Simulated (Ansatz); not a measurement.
**Equilibrium of C2H4F2 ⇌ C2H3F + HF at process temperatures**

Species: C2H4F2 (1,2-difluoroethane) `FCCF`, singlet; C2H3F `C=CF`, singlet; HF (hydrogen fluoride), singlet. This is a balance of energies; it says nothing on the path, which may need atoms to shift.

The electronic reaction energy at CCSD(T)/CBS estimate is +47.6 kJ/mol. Shapes: PBE0-D4/def2-TZVP. Flexible molecules stand in one conformer, not always the lowest. Programs: Ansatz 0.2.0. Enthalpy and entropy come from rigid-rotor, harmonic-oscillator sums on unscaled PBE0-D4/def2-TZVP wavenumbers, ideal gases at 1 bar; R ln 2 is added for the mirror twin of the chiral shape of C2H4F2. Symmetry numbers: C2H4F2 2, C2H3F 1, HF 1. R = 8.3145 J/(mol K).

| T (K) | ΔH (kJ/mol) | ΔS (J/(mol K)) |
| --- | --- | --- |
| 800 | +36.6 | +148.7 |
| 1100 | +34.8 | +146.8 |
| 1400 | ? | ? |

Problem. Work out ln K at 800 and 1100 K, and from these estimate it at 1400 K.

Solution. 
1. 800 K: ΔG = +36.6 − 800 × (+148.7)/1000 = -82.4 kJ/mol; ln K = −ΔG/RT = +12.39.
2. 1100 K: ΔG = +34.8 − 1100 × (+146.8)/1000 = -126.7 kJ/mol; ln K = −ΔG/RT = +13.85.
3. Slope against 1000/T: (+13.85 − (+12.39))/(0.9091 − 1.2500) = -4.28, that is −ΔH/R with ΔH near +36 kJ/mol.
4. 1400 K: ln K = +12.39 + (-4.28) × (0.7143 − 1.2500) = +14.68.

The full sums give ΔH = +31.8 kJ/mol, ΔS = +144.5 J/(mol K), ΔG = -170.5 kJ/mol and ln K = +14.65 at 1400 K, so the line is off by +0.03 in ln K; without rounding the miss is +0.06, from the change of ΔH with temperature. The products are favoured over this whole range. The number of molecules rises, which sets the sign of ΔS, and lower pressure favours the products. An error of 10 kJ/mol in the energy moves ln K by 0.9 at 1400 K. Soft modes are treated as harmonic, which can err either way at these temperatures; the lowest are those of C2H4F2 (153 cm⁻¹). Other conformers aren't counted. The CBS estimate extrapolates MP2 from def2-TZVPP and def2-QZVPP and adds CCSD(T) − MP2 in the triple-zeta set, cores frozen.

Elimination of HF is uphill in enthalpy but strongly favoured in free energy, so entropy drives it at all three temperatures. The enthalpic cost stays modest because the C–F and C–H σ bonds given up are largely repaid by the new C=C π bond and the very strong H–F bond. Splitting one molecule into two turns internal vibrations into translation and rotation, which accounts for the large entropy gain. The accompanying loss of zero-point energy helps to bring the reaction enthalpy below the electronic value of +47.6 kJ/mol.

Because the reaction is endothermic, ln K rises with temperature. The rise slackens slightly relative to the straight line, since the vibrational modes lost would carry more heat capacity when hot than the motions that replace them. The reaction enthalpy therefore falls, from +36.6 to +31.8 kJ/mol. The large K supports nearly complete conversion at equilibrium near 1 bar for this reaction taken alone, but not a vinyl fluoride yield, as further HF loss to acetylene could compete.
